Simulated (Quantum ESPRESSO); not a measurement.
# Moments and magnetic energies of tetragonal MnCuAs against cell volume in PBE

In tetragonal MnCuAs the manganese carries the spin, arsenic binds it through p–d bonds, and copper, with its d shell nearly full, adds little magnetism of its own. The compound is known as a metallic antiferromagnet and is studied for memory elements in which a current turns the spin axis, so it matters how firmly the moments and their order survive a change of volume. I follow both from 0.91 to 1.09 of the given cell volume, with the cell shape and the fractional atomic positions held. The magnetic energy gain is measured from the run without spin polarisation. The order energy is that of the opposed state less that of the parallel state. Both are per Mn atom.

## Set-up

One system, MnCuAs (P4/nmm), 6 atom(s) a primitive cell, from cells typed from measured lattice constants. Quantum ESPRESSO 7.5, plane waves with GBRV 1.5 PBE pseudopotentials, cutoff 544 eV, Fermi-Dirac smearing of 0.05 eV, k meshes whose coarsest spacing along a reciprocal vector is 0.20 to 0.21 1/Å over all runs (2π included). Functional: PBE, no Hubbard U; collinear spins, no spin-orbit coupling. Atoms stay at fixed fractions of the cell and the mesh divisions are held. At each point the moments on Mn are started parallel, opposed (signs +-) and without spin polarisation. Of the opposed order at the middle point, it reverses 4 of 4 magnetic neighbours at 3.45 Å and 0 of 4 magnetic neighbours at 3.82 Å. Runs that did not converge or carry a known fault are not listed. The same in all rows: metal or insulator in the run from the parallel start, judged by its smearing entropy or density of states at the Fermi energy (a gap under a few smearing widths counts as a metal): metal.

Notes on method and selection:

- Each state is what a run reaches from typed starting moments; only a few collinear orders were started, so the lowest found need not be the ground state. Spin-orbit coupling is left out of these energies, which are free energies at the smearing width. A magnetic atom is one that was given a starting moment.
- Site moments count the spin inside each program's own atomic sphere, so they depend somewhat on its radius and leave out the spin between the spheres.
- Quantum ESPRESSO sets the radius of an element's spheres to about 0.41 of its shortest distance to a neighbour, so it changes from cell to cell and the site moment with it.
- A measured moment is set beside the table only where the run ends ferromagnetic and the measured order is ferromagnetic too.
- Runs that did not converge, have known faults or may not be shown are not listed, and runs on Ansatz's PAW sets soft_1 and soft_2 are kept to separate tables.

Columns:

- volume: cell volume over that of the given cell, shape kept.
- moment (μB): largest site spin moment reached from the parallel start.
- moment, opposed (μB): largest site spin moment reached from the opposed start.
- gain, opposed (meV): energy of the run without spin polarisation less that of the run from the opposed start, per magnetic atom.
- magnetic distance (Å): shortest distance between magnetic atoms.
- net moment (μB): net spin moment of that run per magnetic atom.
- magnetic energy gain (meV): energy of the run without spin polarisation less that of the parallel start, per magnetic atom (positive: magnetism is favoured).
- E(opposed) - E(parallel) (meV): energy of the run from the opposed start less that of the parallel start, per magnetic atom (positive: parallel is favoured); blank where a pattern was lost.

Input lines of one member:

```
&SYSTEM
  ecutwfc = 40
  ecutrho = 280
  nbnd = 54
  occupations = 'smearing'
  smearing = 'fd'
  degauss = 0.00367493
  nspin = 2
  starting_magnetization(1) = 0
  starting_magnetization(2) = 0.2333
  starting_magnetization(3) = 0
/
&ELECTRONS
  conv_thr = 1.2d-08
  mixing_beta = 0.3
/
K_POINTS automatic
8 8 8 0 0 0
```

Command (options for logging and memory left out): `pw.x -in pw.in`

## Table of results

| member | volume | moment (μB) | moment, opposed (μB) | gain, opposed (meV) | magnetic distance (Å) | net moment (μB) | magnetic energy gain (meV) | E(opposed) - E(parallel) (meV) |
| --- | --- | --- | --- | --- | --- | --- | --- | --- |
| 0.91 | 0.91 | 3.39 | 3.36 | 1055.1 | 3.344 | 3.643 | 906.8 | −148.2 |
| 0.94 | 0.94 | ? | ? | ? | ? | ? | ? | ? |
| 0.97 | 0.97 | 3.59 | 3.57 | 1295.7 | 3.416 | 3.846 | 1158.7 | −137.0 |
| 1 | 1.00 | 3.67 | 3.66 | 1412.8 | 3.451 | 3.929 | 1279.2 | −133.6 |
| 1.03 | 1.03 | 3.74 | 3.74 | 1526.8 | 3.485 | 4.008 | 1395.6 | −131.2 |
| 1.06 | 1.06 | 3.81 | 3.82 | 1637.3 | 3.519 | 4.092 | 1508.1 | −129.2 |
| 1.09 | 1.09 | 3.89 | 3.89 | 1744.0 | 3.552 | 4.185 | 1617.1 | −126.9 |

Cells marked ? are withheld until the estimate has been made.

Least-squares fits to the members shown, with x = volume; R² and errors in the fitted variable (y, or ln y where the fit is in ln y):

| y | members | fit | R² | rms residual | leave-one-out rms | the same for the mean of the others |
| --- | --- | --- | --- | --- | --- | --- |
| net moment (μB) | 6 | y = −0.8565 + 6.609 x − 1.825 x² | 1.00 | 0.0060 | 0.027 | 0.21 |
| E(opposed) - E(parallel) (meV) | 6 | y = −730.84 + 1079.9 x − 482.80 x² | 1.00 | 0.45 | 2.0 | 8.4 |

## What drives the series

The net moment of the parallel state rises with volume in every shown step, from 3.643 to 4.185 μB per Mn. The mean slope is (4.185 − 3.643) / 0.18 = 3.01 μB per unit of relative volume, or about 0.03 μB for each per cent. Longer bonds weaken the overlap of Mn d with its neighbours and narrow the d bands, so exchange can empty more of the minority-spin states. The moment stays below the five of a half-filled d shell and is free to drift, as expected in a metal.

The magnetic energy gain responds more strongly, from 906.8 to 1617.1 meV, a factor of 1617.1 / 906.8 = 1.78, while the square of the net moment grows only by (4.185 / 3.643)² = 1.32. An exchange energy proportional to the moment squared, with a fixed coefficient, therefore falls short. Narrower bands also lower the kinetic cost of polarising, which has the right sign. Part of the gain at the given volume comes from holding the atoms fixed, since the unpolarised state is left with the larger forces along c. Because the gain grows with volume, magnetism pushes the cell outward.

The opposed order, with Mn sheets parallel inside and reversed against the neighbouring sheet, whose nearest Mn atoms are 3.45 Å away at the given volume, lies lower in all six shown rows. Its advantage shrinks from 148.2 to 126.9 meV, a factor of 0.86. The site moments of the two orders differ by at most 0.03 μB, so the Mn moment hardly depends on how its neighbours point.

Antiparallel neighbours near half filling gain energy by virtual hopping, in proportion to the square of the hopping strength, and this weakens with distance. If direct d–d hopping fell as the fifth power of distance and nothing else changed, the advantage would drop by (3.344 / 3.552)¹⁰ = 0.55. The observed decline is much gentler, so that picture alone is too simple; coupling through the conduction electrons may contribute.

## Prediction

Plain estimates from the members shown:

- 0.94, fit at x = 0.94: 3.743 μB
- 0.94, straight-line interpolation between 0.91 and 0.97: w = (0.94 − 0.91) / (0.97 − 0.91) = 0.500, so 3.643 + 0.500 × (3.846 − 3.643) = 3.744 μB

The missing volume lies midway between two shown ones, so this is an interpolation, and only the curvature needs care. The slope of the net moment is 0.203 / 0.06 = 3.38 μB per unit of relative volume between 0.91 and 0.97, and (3.929 − 3.846) / 0.03 = 2.77 between 0.97 and 1.00. The curve therefore bends downward here, and the straight-line value of 3.744 μB should be slightly low. The parabola fitted to all six rows gives 3.743 μB, but it also runs about 0.009 μB below the row at 0.97, because one parabola cannot follow a slope that first falls and later rises again.

I use instead the parabola through the three nearest rows, 0.91, 0.97 and 1.00. At 0.94 it gives 3.643 / 3 + 3.846 − 3.929 / 3 = 3.751 μB.

The same construction can be tried on two shown rows. For 1.00, from 0.97, 1.03 and 1.06, it gives 3.846 / 3 + 4.008 − 4.092 / 3 = 3.926 μB against 3.929. For 1.03, from 1.00, 1.06 and 1.09, it gives 3.929 / 3 + 4.092 − 4.185 / 3 = 4.007 μB against 4.008. The misses are 0.003 and 0.001 μB. Both tests lie where the slope changes less than at the compressed end, so I take a standard deviation slightly above the larger miss, 0.004 μB.

The site moment rises smoothly through 3.39, 3.59 and 3.67 μB over the same three rows, which gives no sign of a jump to another spin state.

**Committed estimate, 0.94: net moment = 3.751 ± 0.004 μB.**

## Outcome

| member | volume | moment (μB) | moment, opposed (μB) | gain, opposed (meV) | magnetic distance (Å) | net moment (μB) | magnetic energy gain (meV) | E(opposed) - E(parallel) (meV) |
| --- | --- | --- | --- | --- | --- | --- | --- | --- |
| 0.94 | 0.94 | 3.50 | 3.47 | 1176.1 | 3.381 | 3.755 | 1034.3 | −141.8 |

| member | estimate | net moment (μB) | computed | estimate − computed | miss in error bars |
| --- | --- | --- | --- | --- | --- |
| 0.94 | committed | 3.751 | 3.755 | −0.004 | 1.0 |
| 0.94 | fit | 3.743 | 3.755 | −0.012 |  |
| 0.94 | interpolation | 3.744 | 3.755 | −0.010 |  |

The computed net moment at 0.94 is 3.755 μB per Mn. My 3.751 μB is 0.004 μB too low, a miss of one error bar. The fit and the straight line, also too low, miss by about 0.01 μB.

The argument from local curvature held: the moment does lie above the straight line between its neighbours. What fell short was the assumption of one constant curvature from 0.91 to 1.00. The moment rises by 3.755 − 3.643 = 0.112 μB from 0.91 to 0.94, by 3.846 − 3.755 = 0.091 μB to 0.97 and by 3.929 − 3.846 = 0.083 μB to 1.00, so the bend is sharper at the compressed end.

An interpolation this close says little about the cause of the trend. The new magnetic energy gain says more. Divided by the square of the net moment it is 1034.3 / 3.755² = 73.4 meV/μB², between 906.8 / 3.643² = 68.3 at 0.91 and 1158.7 / 3.846² = 78.3 at 0.97. The gain thus again grows faster than the moment squared, as it should if band narrowing also makes polarisation cheaper.

## Members off the line

Least-squares fits to the whole series, with x = volume; R² and errors in the fitted variable (y, or ln y where the fit is in ln y):

| y | members | fit | R² | rms residual | leave-one-out rms | the same for the mean of the others |
| --- | --- | --- | --- | --- | --- | --- |
| net moment (μB) | 7 | y = −0.82721 + 6.5817 x − 1.8254 x² | 1.00 | 0.0067 | 0.018 | 0.21 |
| E(opposed) - E(parallel) (meV) | 7 | y = −729.46 + 1078.6 x − 482.80 x² | 1.00 | 0.45 | 1.2 | 8.1 |

Largest departures from the fit to the whole series:

| member | net moment (μB) | fit | computed − fit | in rms residuals |
| --- | --- | --- | --- | --- |
| 0.94 | 3.755 | 3.747 | +0.008 | 1.3 |
| 0.91 | 3.643 | 3.651 | −0.008 | 1.1 |
| 1.03 | 4.008 | 4.015 | −0.007 | 1.1 |
| 1.09 | 4.185 | 4.178 | +0.007 | 1.0 |

None of the seven rows stands out: the largest departure from the parabola is 0.008 μB, or 1.3 rms residuals. The departures do follow a pattern, negative at 0.91, positive at 0.94 and 0.97, negative at 1.03 and 1.06 and positive again at 1.09, because the slope first falls and then rises while a parabola can only bend one way.

## Rules of thumb and their limits

Between 0.91 and 1.09 of the given volume, at fixed shape and fractional positions, expansion raises the moment and the magnetic energy gain and weakens the preference for the opposed order without reversing it. How that preference changes with volume once the atoms may move is not settled by these runs. A missing volume inside the range can be estimated from a parabola through three nearby rows, which missed by 0.001 to 0.004 μB in three trials.

In terms of lattice constants, stretching every length by 1% adds about 3% to the volume. From 1.00 to 1.03 the net moment gains 4.008 − 3.929 = 0.079 μB per Mn, and the advantage of the opposed order drops by 133.6 − 131.2 = 2.4 meV per Mn, both with the atoms kept at fixed fractions of the cell.

One limit is that the atoms were not relaxed. Before the estimate I mentioned the leftover forces only for the unpolarised state, but they matter for the order energy too. At every volume the force on Mn is larger in the opposed state than in the parallel one, and in the opposed state it grows as the cell is compressed. Relaxation would therefore lower the two states by different amounts, and the difference would change with volume. It could rival the whole decline of 148.2 − 126.9 = 21.3 meV, so the slope of the order energy holds only for fixed positions. The magnetic energy gain is affected as well, since the unpolarised state keeps the largest forces throughout.

Another omission is stronger correlation in the Mn d shell. A Hubbard U on Mn would probably raise the moment, and it could lower the advantage of the opposed order, since virtual hopping between Mn atoms would then cost more energy. The table does not say how large either shift would be, or whether it would be the same at every volume, so both the absolute values and their trends belong to PBE without U.

[Logs are printed without paths, hosts, clocks, repeated set-up lines and the standing remarks that a program may print on its own settings, such as how far it seeks lower states.]
